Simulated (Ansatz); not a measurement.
# Ligand exchange: H2 + GaH(SH)2 → H2S + GaH2(SH)

Species: H2 (hydrogen), singlet; GaH(SH)2, singlet; H2S (hydrogen sulfide) `S`, singlet; GaH2(SH), singlet. The partners trade H for SH: H–H and Ga–SH bonds give way to H–SH and Ga–H.

Shapes, held fixed at every level: PBE0-D4/def2-TZVP. Flexible molecules stand in one conformer, not always the lowest. Programs: Ansatz 0.2.0. The zero-point and thermal change to 298 K, harmonic and unscaled (PBE0-D4/def2-TZVP), is +2.4 kJ/mol.

| level | kind | ΔH(298 K) (kJ/mol) | less CCSD(T)/def2-TZVPP | CPU time (sum over the molecules) |
| --- | --- | --- | --- | --- |
| HF/def2-SVP | Hartree–Fock | +54.2 | -21.6 | – |
| PBE-D4/def2-TZVPP | GGA | +79.9 | +4.1 | 9.6 s |
| B3LYP-D4/def2-TZVPP | global hybrid | +76.5 | +0.7 | 18 s |
| r2SCAN0-D4/def2-TZVPP | global hybrid | +79.3 | +3.5 | 21 s |
| wB97M-V/def2-TZVPP | range-separated hybrid | +73.5 | -2.3 | 41 s |
| B2PLYP/def2-TZVPP | double hybrid | +74.0 | -1.8 | 40 s |
| MP2/def2-SVP | perturbation theory | +77.2 | +1.4 | – |
| CCSD(T)/def2-TZVPP | coupled cluster or CI | +75.8 | 0.0 | 32 s |

The highest level, CCSD(T)/def2-TZVPP, gives ΔH(298 K) = +75.8 kJ/mol; the levels span +54.2 to +79.9. The column of differences is taken from that level and isn't an error. No measured value is set beside it here. Relativity is left out for Ga. Outer-core shells of Ga are correlated in most correlated rows, in sets that cover them unevenly. Times are processor times on shared x86 and Arm servers, and rough.

Replacing one thiolate on gallium by hydride, with H2 as the hydrogen source, is clearly endothermic at every level. The coupled-cluster value is +75.8 kJ/mol, so enthalpy favours the reverse reaction, in which H2S converts a Ga–H bond into Ga–SH and releases H2. Both halves of the exchange probably contribute. The H–H bond given up is stronger than the S–H bond formed, and the polar Ga–S bond, perhaps helped by weak donation from a sulfur lone pair into the empty gallium 4p orbital, is likely stronger than the less polar Ga–H bond.

Hartree–Fock gets the direction right but falls well below the other levels. MP2 in the same basis gives +77.2 against +54.2 kJ/mol, so the gap between these two is due to correlation, which probably stabilises the sulfur-rich gallium centre more than the separated H2S. The reaction enthalpy alone doesn't show how readily H2S would attack the Ga–H bond, since that depends on the barrier.
